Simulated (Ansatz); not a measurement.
Strength of the N–In bond: C3H10InN → C3H8N + InH2

Species: C3H10InN `CC[N](C)[InH2]`, singlet; C3H8N `CC[N]C`, doublet; InH2 `[InH2]`, doublet. 

Shapes, held fixed at every level: PBE0-D4/def2-TZVP. Flexible molecules stand in one conformer, not always the lowest. Programs: Ansatz 0.2.0. The zero-point and thermal change to 298 K, harmonic and unscaled (PBE0-D4/def2-TZVP), is -14.6 kJ/mol.

| level | kind | ΔH(298 K) (kJ/mol) | CPU time (sum over the molecules) |
| --- | --- | --- | --- |
| MP2/def2-TZVPP | perturbation theory | +307.7 | – |
| PBE-D4/def2-TZVPP | GGA | +255.9 | 34 s |
| r2SCAN-D4/def2-TZVPP | meta-GGA | +240.4 | 69 s |
| r2SCAN0-D4/def2-TZVPP | global hybrid | +234.1 | 73 s |
| wB97M-V/def2-TZVPP | range-separated hybrid | +264.3 | 2.5 min |
| wB97X-V/def2-TZVPP | range-separated hybrid | +265.9 | 1.8 min |
| B2PLYP/def2-TZVPP | double hybrid | +252.7 | 79 s |

B2PLYP/def2-TZVPP gives ΔH(298 K) = +252.7 kJ/mol; the levels span +234.1 to +307.7. The median of the levels is +255.9. No measured value is set beside it here. Open shells run unrestricted. For atoms past krypton def2 sets carry core potentials with scalar relativity. Outer-core shells of In are correlated in most correlated rows, in sets that cover them unevenly. Times are processor times on shared x86 and Arm servers, and rough.

Every level makes homolysis of the N–In bond strongly endothermic, but the strength is fixed only loosely. MP2 stands apart at +307.7 kJ/mol, probably because second-order theory overestimates the correlation energy gained when the two radicals pair their electrons. The density functionals lie lower and do not order by rung: PBE-D4 is above r2SCAN-D4, and adding exact exchange to the latter changes little.

A substantial bond is what the electronegativity difference suggests: the shared pair is drawn towards nitrogen, adding ionic attraction to a covalent overlap limited by indium's diffuse valence orbitals. Donation from the nitrogen lone pair into the empty indium 5p orbital can add only modest π character. Cleavage gives up this polarity, though alkyl hyperconjugation stabilises the aminyl radical and so offsets part of the cost.

The result applies to a terminal bond in the monomer; amidoindium hydrides tend to associate through nitrogen bridges, and the energy needed to break up such aggregates does not follow from it.
